The oscillator strength of a transition is proportional to its energy and to the square of its transition dipole. From the first to the sixth excited state of this methyl-capped chain of three germanium atoms the energy rises by only 12 %. If all six states had the same transition dipole, the last would be the brightest by that small margin. Instead its oscillator strength is about a quarter of the first, and the values between them jump up and down. The irregularity must therefore come from the dipole.

The six lowest singlet excited states of CH3GeH2GeH2GeH3 in the gas phase, calculated with PySCF 2.14.0 at the CAM-B3LYP/cc-pVDZ level in the Tamm–Dancoff approximation, at a GFN2-xTB geometry. The leading pair weight refers to natural transition orbitals, and the hole–electron distance to unrelaxed densities.

```
row  excitation energy (eV)  oscillator strength  leading pair weight  hole electron distance (Å)  hole electron overlap
  1                   7.300                0.397                0.886                       0.171                  0.765
  2                   7.429                0.163                0.927                       0.263                  0.705
  3                   7.752                0.061                0.976                       0.136                  0.628
  4                   7.888                0.234                0.934                       0.489                  0.673
  5                   7.997                0.024                0.708                       0.293                  0.719
  6                   8.154                0.102                0.823                       0.155                  0.788
```

In atomic units the relation is $f=\tfrac{2}{3}E\,|\boldsymbol{\mu}|^2$, where $f$ is the oscillator strength, $E$ the excitation energy and $\boldsymbol{\mu}$ the transition dipole. The dipole is a vector, so its square splits into a part along the chain, $\mu_\parallel^2$, and a part across it, $\mu_\perp^2$. The chain direction is taken here as the line from the first to the last germanium atom. The simplest model keeps only the first part, $f\approx\tfrac{2}{3}E\,\mu_\parallel^2$. It supposes that a state is bright to the extent that light can drive charge back and forth along the germanium chain.

The fourth state shows how this works. Its energy of 7.888 eV, divided by 27.21 eV per hartree, is 0.290 hartree, and its dipole along the chain is 1.082 atomic units. The model then gives $\tfrac{2}{3}\times0.290\times1.082^2=0.226$, close to the full 0.234. Almost all the intensity of this state lies along the chain, and the same is true of the first and second states.

The output printed after this text compares this model with one that gives all six states the same mean squared dipole. No constant was adjusted in the chain model, but its dipoles come from the same calculation as the intensities, so it shows where the intensity lies and doesn't predict it independently. Its typical miss is 0.025 in oscillator strength, against 0.13 for equal dipoles. It fails for the weaker states: it loses about half the strength of the third and sixth, and three quarters of that of the fifth.

Why some states have a large dipole along the chain can be seen from the orbitals involved. The transition dipole is an average of position, weighted with the product of the orbital that the electron leaves and the orbital that it enters. If this product is positive at one end of the chain and negative at the other, the two ends add up to a large dipole along the chain. If it has the same sign at both ends, their contributions cancel, and what remains points mostly across the chain. What counts is thus the pattern of signs, and not merely whether the two orbitals occupy the same region.

This is why the hole-electron overlap is a poor guide to the intensity. It measures how far the hole and the excited electron share the same space, but not the signs of their orbitals. The sixth state has the largest overlap of all, and yet it is less than half as bright as the fourth, whose overlap is the second smallest. The hole-electron distance is an equally poor guide, because it measures how far the centre of charge has moved once the molecule is excited. The transition dipole describes the oscillation that couples the ground state to the excited state, and this can be strong even when the centre of charge hardly moves.

The zigzag appears because two sequences of states are interleaved in energy. Both begin with the first state, in which an electron goes mainly from the highest occupied orbital to the lowest empty one. In one sequence the electron still leaves the highest occupied orbital but enters higher empty ones, which gives the second, fourth and sixth states. In the other it still enters the lowest empty orbital but comes from deeper occupied ones, which gives the third and fifth. These labels name only the largest contribution, which makes up nearly all of the third state but about two thirds to three quarters of each of the others. A list ordered by energy alternates between the two sequences, and the two states with deeper holes are the weakest of the six.

The second sequence gives the cleaner comparison, because the main receiving orbital stays the same. As the hole moves one and then two orbitals down, the dipole along the chain falls from 1.49 to 0.41 and then to 0.17 atomic units. A possible reason, not checked here because the orbital shapes were not printed, is the way in which the bonds of the chain combine. Neighbouring germanium–germanium bonds form one combination that keeps its sign from end to end and another that changes it. If one of these gives the right sign pattern with the lowest empty orbital, the other gives the cancelling one. The methyl group at one end makes the two halves of the chain unequal, so the cancellation would be incomplete. This argument covers only one deeper orbital. The hole of the fifth state probably involves other bonds too, such as those from germanium to carbon or hydrogen.

The third state supports the view that the weakness arises within a single pair of orbitals. A dim state can also result when several orbital pairs contribute dipoles that oppose each other. But the leading pair weight, the share of the excitation carried by its most important pair of natural transition orbitals (a hole and an electron orbital shaped for that state), is 0.976 here, the highest of the six. With so little admixture, the small dipole probably belongs mainly to that pair itself, although even a small share of a bright pair can add to it or subtract from it. In the fifth state the leading pair carries only 0.708, so there cancellation between pairs may add to the effect.

The sixth state is irregular in another way. Its electron comes from the highest occupied orbital, as in the three bright states, but its dipole is as large across the chain as along it. The part along the chain is only about a third of that in the first state. The part across is the largest in the table, and it doubles the intensity. A hole in the highest occupied orbital thus goes with brightness here, but it does not fix the direction of the dipole. That depends on the empty orbital too, and in this state perhaps also on the smaller contributions, since the leading pair carries only 0.823.

The exact sequence of bright and dim states is less secure than this reasoning. Neighbouring states lie as little as 0.11 eV apart, which is within the usual error of the method, so some could change places or mix and share their intensity differently. The basis set has no diffuse functions, and the empty orbitals of a saturated germane are the ones that suffer most from this. Spread-out Rydberg states, which belong in this energy range, are absent or placed too high, and they could mix with the states listed here. The intensities also carry the error of the Tamm–Dancoff approximation, which does not obey the sum rule for oscillator strengths, and they belong to one gauche conformer; a stretched chain could give a different pattern.

The empty orbitals also hold the question that remains. The fourth state is 1.44 times as bright as the second, although both start from the same occupied orbital and both are polarised along the chain. The higher energy supplies a factor of only 1.06; the squared dipole supplies the other 1.36. Does the third empty orbital really match the sign pattern of the chain better than the second, does the fourth state borrow strength from the bright orbital pair of the first, or would diffuse functions redistribute the intensity between the two states?

The analysis program printed:

```
Main orbital pair and direction of the transition dipole:
  row  steps below HOMO  steps above LUMO  dipole along chain (a.u.)  dipole across chain (a.u.)  angle to chain (degrees)
    1                 0                 0                      1.489                     0.05483                     2.109
    2                 0                 1                     0.9362                      0.1316                     7.999
    3                 1                 0                     0.4095                      0.3886                      43.5
    4                 0                 2                      1.082                      0.2018                     10.57
    5                 2                 0                     0.1741                      0.3012                     59.97
    6                 0                 3                     0.5046                      0.5073                     45.15
Oscillator strength split by direction:
  row  part along chain  part across chain  share along chain (%)
    1            0.3964          0.0005376                  99.86
    2            0.1595            0.00315                  98.06
    3           0.03185            0.02869                  52.61
    4            0.2261           0.007873                  96.64
    5          0.005939            0.01777                  25.05
    6           0.05087            0.05141                  49.73
Rise of excitation energy from row 1 to row 6 (%): 11.7
Smallest gap between neighbouring states (eV): 0.109
Largest gap between neighbouring states (eV): 0.323
Share of the summed oscillator strength in the four states from the HOMO (%): 91.34
Share of the summed oscillator strength that lies along the chain (%): 88.84
Rms miss of the chain-only model (oscillator strength): 0.02538
Rms miss of the equal-dipole model (oscillator strength): 0.1293
Oscillator strength of row 1 over row 3 (ratio): 6.508
Oscillator strength of row 4 over row 2 (ratio): 1.436
Squared transition dipole of row 4 over row 2 (ratio): 1.355
Excitation energy of row 4 over row 2 (ratio): 1.062
Rank correlation of oscillator strength with hole-electron overlap: 0.1429
Rank correlation of oscillator strength with hole-electron distance: 0.2
Rank correlation of oscillator strength with leading pair weight: 0.2571
```
